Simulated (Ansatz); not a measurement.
ZnGe₃: pressure and energy above lowest point against volume scale

Free energy against uniform scaling of the volume at fixed shape and fractions; periodic cell, basis, potentials, k mesh and filling as listed. The results are calculated, by Ansatz 0.2.0.

The cell before it is scaled or strained (space group Pm-3m, No. 221):
```
ZnGe3
1.0
      4.2224     0.0000     0.0000
      0.0000     4.2224     0.0000
      0.0000     0.0000     4.2224
Zn Ge
1 3
Direct
  0.00000 0.00000 0.00000
  0.00000 0.50000 0.50000
  0.50000 0.00000 0.50000
  0.50000 0.50000 0.00000
```

Settings of every row: functional r2SCAN; dispersion none; potentials PAW; wave cutoff 650 eV; density cutoff 2600 eV; k mesh 6x6x6; k shift 0x0x0; occupations cold; smearing width 0.1 eV; spin none.

Limits: coarse k mesh, up to 40 meV an atom off; the cell comes from a prototype or a list of computed structures and needn't be the stable phase.

```csv
row,volume scale,V (Å³/atom),pressure (GPa),energy above lowest point (meV/atom)
1,0.92,17.314,3.62,8.5
2,0.9467,17.817,1.31,0.9
3,0.9733,18.317,-0.7,0
4,1,18.82,-2.47,5
5,1.0267,19.322,?,?
6,1.0533,19.823,-5.33,29.9
7,1.08,20.326,-6.43,48.4
```

Question: what pressure and energy above lowest point should row 5 give?

Worked fit of pressure. Take u = (V_r/V)^(2/3) − 1 with V_r = 18.569 Å³ an atom, which is twice the finite (Eulerian) strain; such expansions in the strain, on which the Birch-Murnaghan equation of state is built, carry the rest volume and the bulk modulus. The shown rows have u = 0.04776, 0.02794, 0.00915, -0.00891, -0.04263, -0.05849. Least squares give pressure = −1.622 + 97.54 × u + 258.2 × u² GPa; a straight line predicts inner rows, each left out in turn, worse (root mean square 0.28 against 0.017 GPa). The rows lie off it by -0.01, 0.01, 0.01, 0.00, -0.02, 0.01. The pressure vanishes at u = 0.0160, or V = 18.13 Å³ an atom, and there the bulk modulus at fixed shape and fractions is B = −V dP/dV = (2/3)(1 + u) dP/du = 71.6 GPa. The withheld row has u = -0.02615, so the fit gives −1.622 + 97.54 × (-0.02615) + 258.2 × (-0.02615)² = -4.00 GPa.

The calculation gave -4.01 GPa. The fit lies 0.01 GPa (0.1 % of the column's range) above it, one unit of the last digit.

Worked fit of energy above lowest point. Take u = (V_r/V)^(2/3) − 1 with V_r = 18.569 Å³ an atom, which is twice the finite (Eulerian) strain; such expansions in the strain, on which the Birch-Murnaghan equation of state is built, carry the rest volume and the bulk modulus. The shown rows have u = 0.04776, 0.02794, 0.00915, -0.00891, -0.04263, -0.05849. Least squares give energy above lowest point = 1.84 − 281.2 × u + 8811 × u² meV/atom; a straight line predicts inner rows, each left out in turn, worse (root mean square 9.8 against 0.066 meV/atom). The rows lie off it by 0.0, 0.0, 0.0, 0.0, 0.1, 0.0. Its lowest point lies at u = 0.0160, or V = 18.13 Å³ an atom, and the curvature there gives the bulk modulus at fixed shape and fractions, B = (4/9)(1 + u)² E″(u)/V = 71.4 GPa. The withheld row has u = -0.02615, so the fit gives 1.84 − 281.2 × (-0.02615) + 8811 × (-0.02615)² = 15.2 meV/atom.

The calculation gave 15.2 meV/atom. The fit meets it to the printed digit.
